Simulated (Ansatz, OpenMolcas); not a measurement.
Si2H2OF2 (SMILES F[Si]1(F)O[SiH2]1): methods side by side

Si2H2OF2 has 7 atoms, charge 0, and is taken as a singlet. As SMILES, `F[Si]1(F)O[SiH2]1`. The shape is that of a PBE0-D4/def2-TZVP optimisation.

Quantity: the vertical ionisation energy (to the doublet cation), in eV. The values are calculated.

| level | kind | program | value (eV) | less CCSD(T)/def2-SVP | CPU time (all runs) |
| --- | --- | --- | --- | --- | --- |
| SVWN5/def2-SVP | LDA | OpenMolcas | 9.89 | +0.08 | 71 s |
| revPBE/def2-SVP | GGA | OpenMolcas | 9.62 | -0.19 | 90 s |
| r2SCAN/def2-SVP | meta-GGA | Ansatz | 9.83 | +0.02 | 48 s |
| wB97M-V/def2-SVP | range-separated hybrid | Ansatz | 10.00 | +0.19 | 3.8 min |
| PBE-QIDH/def2-SVP | double hybrid | Ansatz | 10.04 | +0.23 | 33 s |
| RPA@PBE0/def2-SVP | RPA | Ansatz | 9.81 | 0.00 | 42 s |
| CCSD(T)/def2-SVP | coupled cluster or CI | Ansatz | 9.81 | 0.00 | 2 min |
| CCSD/def2-SVP | coupled cluster or CI | Ansatz | 9.83 | +0.02 | 86 s |

Differences are taken from CCSD(T)/def2-SVP for orientation; it has basis-set and higher-order errors of its own. The values span 9.62 to 10.04 eV. Times are those of the runs behind each value, whatever else they computed, on shared processors of several kinds: orders of magnitude only.

The vertical ionisation energy is fairly insensitive to the treatment of correlation: CCSD gives 9.83 eV and CCSD(T) 9.81 eV, so perturbative triples hardly matter and nothing here points to strong multireference character. The electron probably leaves mainly the Si–Si σ bond of the three-membered ring. That bond is built from diffuse, weakly overlapping silicon 3s and 3p orbitals and is bent by ring strain, whereas the Si–F and Si–O bonding electrons and the lone pairs on fluorine and oxygen are held more tightly by these electronegative atoms.

The density functionals do not improve steadily with complexity. revPBE lies lowest and PBE-QIDH highest, while r2SCAN falls closer to CCSD(T) than either wB97M-V or the double hybrid, possibly in part because correlated wavefunction energies converge more slowly with basis size and tend to give too low an ionisation energy in a small basis. The close match of r2SCAN and RPA to CCSD(T) therefore doesn't establish their accuracy against experiment. Whether the Si–Si bond survives relaxation of the cation remains open.
